Student: You wrote "wrong" across my Becke–Roussel hole potential for stretched H₂⁺, −19.85 eV. I accept the mark but not yet the reason. May I go through it?

Lecturer: Do, and we treat it as a wrong attempt from the first line. Conventions first.

Student: Formulas in atomic units, results converted with a₀ = 0.5292 Å and Eh = 27.211 eV. Everything is per spin, and the hole is counted as a positive depth normalised to one electron. Becke and Roussel (1989) model it by f(t) = a³ exp(−at)/(8π), with t measured from a centre a distance b from the reference point, and average it over spheres of radius s about that point. With x = ab, the average is f(b) + s²∇²f(b)/6 + …, and ∇²f = a²(1 − 2/x) f there. The exact averaged hole starts as ρ + Qs², with Q = (∇²ρ − 2D)/6, D = τ − |∇ρ|²/(4ρ), τ = Σ|∇ψ|². Matching gives

(1) a³ exp(−x) = 8πρ
(2) a²(1 − 2/x) = 6Q/ρ.

From (1), a² = 4π^(2/3) ρ^(2/3) exp(2x/3), and (2) becomes

(3) x exp(−2x/3)/(x − 2) = (2/3) π^(2/3) ρ^(5/3)/Q.

Lecturer: One root?

Student: Call the left side g. Then d ln|g|/dx = −(2/3)[(x − 1)² + 2]/[x(x − 2)]. So g falls from 0 to −∞ on 0 < x < 2 and from +∞ to 0 above 2: one root, below 2 for negative Q, above 2 for positive Q, and x = 2 for Q = 0. The potential of the hole at the reference point, enclosed charge over b plus the outer shells, is

(4) U = −[1 − exp(−x)(1 + x/2)]/b, and Ex = ½∫ρU d³r.

Lecturer: All sound. Hydrogen?

Student: One real orbital has D = 0. With ρ = exp(−2r)/π, Q = (2/3)(1 − 1/r)ρ, the right side of (3) is r exp(−4r/3)/(r − 1), and x = 2r solves it. Then a = 2 and b = r. The hole of one electron is its own density, so the model is exact: Ex = −5/16 Eh = −8.50 eV, and at r = a₀, U = −(1 − 2e⁻²) Eh = −19.85 eV. I concluded that b is the distance to the nucleus.

Lecturer: And the ion?

Student: A symmetric sum of two frozen 1s orbitals, protons 10 Å apart. The overlap is 9 × 10⁻⁷, so near proton A the density is ρ = ½ exp(−2r)/π. My point lies a₀ from A, perpendicular to the bond. Dipole polarisation by B is odd along the bond and drops out there at first order; the next multipole is of relative order (a₀/R)³ = 1.5 × 10⁻⁴. My lines:

(W1) 6Q/ρ = 4(1 − 1/r) = 0 at r = 1, so x = 2.
(W2) b is the distance to the nearest proton: b = a₀ = 0.529 Å.
(W3) U = −(1 − 2e⁻²) Eh = −19.85 eV.

Lecturer: That is the hydrogen value, at half the hydrogen density. Did that not trouble you?

Student: A hole always holds one electron, so why should it notice the factor ½?

Lecturer: Test its depth. What is your a?

Student: x/b = 2/a₀ = 3.78 Å⁻¹. The depth at the reference point is a³ exp(−x)/(8π) = e⁻²/π, or 0.291 Å⁻³. The density there is 0.145 Å⁻³.

Lecturer: That is the symptom. The same-spin pair density is ρ times the difference of density and hole depth, and it must vanish at coincidence. Yours is ρ(ρ − 2ρ) = −ρ², a negative probability. You have broken (1).

Student: Then I keep b = a₀ and take a from (1) instead. I give up (3), not the geometry.

Lecturer: Try. With b = 1 and 8πρ = 4e⁻² = 0.541?

Student: a³ exp(−a) = 0.541 has two roots, a = 1.23 and a = 5.98. The left side of (2) is a² − 2a, so −0.95 or +23.8, and it should be zero.

Lecturer: Two unknowns, a and b, and two conditions. Nothing is left for the geometry to fix. The faulty line is (W2); (W1) is right, and (W3) only inherits the damage. The missing line follows from b = x/a and (1):

(5) b³ = x³ exp(−x)/(8πρ).

Student: With x = 2 and 8πρ = 4e⁻², b³ = 8e⁻²/(4e⁻²) = 2. So b = 2^(1/3) a₀ = 0.667 Å, a = 2^(2/3)/a₀ = 3.00 Å⁻¹, and (4) gives U = −19.85 eV/2^(1/3) = −15.75 eV. But there is no proton 0.667 Å away. A is at 0.529 Å and B at 10.01 Å.

Lecturer: Nor need there be one. After the spherical average the centre has not even a direction. The density is half as high, so a unit hole of the right depth must be wider, by 2^(1/3) at this point. Now the size of the slip. In the hydrogen ground state it is zero at every r, because the exact hole has precisely the model's shape and is centred on the proton; that is why your hydrogen test could not catch it. For this half-filled hydrogen centre it makes U too deep by 4.1 eV, or 26 per cent of the mended value.

Student: Stretched bonds are freaks. Near equilibrium b surely comes close to a nuclear distance.

Lecturer: Take the bond midpoint with the protons 2a₀ = 1.058 Å apart and the same frozen orbitals. Each has ∇²φ = (1 − 2/r)φ = −φ at r = 1, and ∇ψ = 0 by symmetry, so ∇²ρ = 2ψ∇²ψ = −2ρ and 6Q/ρ = −2. The overlap is S = (13/3)e⁻² = 0.586, and ρ = 4e⁻²/[2π(1 + S)] gives 8πρ = 1.365. Both protons are at distance 1. Put b = 1.

Student: Then (2) reads a² − 2a = −2, but a² − 2a never goes below −1. And a³ exp(−a) peaks at a = 3 with 27e⁻³ = 1.344, short of 1.365. Neither condition has a real solution.

Lecturer: While (3), with right side −2(πρ)^(2/3) = −0.615, has its root at x = 1.13, and (5) gives b = 0.371 Å and U = −19.3 eV. That x with b = 0.529 Å gives −13.5 eV, 30 per cent too shallow. So the slip has no fixed sign. These are the model's numbers; unscaled 1s orbitals are typically too diffuse for the real ion at that distance.

Student: One last stand. U tends to −1/r far out, so there b is the distance to the nuclei.

Lecturer: Only to leading order. Where one orbital decays exponentially, D vanishes and (2) drives a to the decay constant κ of the density; (1) then gives x = κr plus terms that grow at most like ln r, so b/r → 1 and (4) gives U → −1/r. For ρ = n exp(−2r)/π, a → 2 and exp(−x) → n exp(−2r), so b − r → −½ ln n. That is zero for hydrogen, but 0.183 Å for n = ½.

Student: Then is −15.75 eV the true hole potential of my stretched ion?

Lecturer: It is what the model gives when solved properly. The exact hole of the one electron is again ρ, half around each proton. The near half contributes −19.85 eV/2 = −9.92 eV and the far half −0.72 eV, together −10.64 eV. The mended value is too deep by 5.1 eV, because a one-centre hole gathers the whole electron near A; your line (W2) raised that error to 9.2 eV.

Student: So two separate faults. Mine was to take b from the geometry, when it follows from ρ and Q through (3) and (5). The model's is to insist on unit charge around a single fictitious centre when the exact hole is shared between two atoms.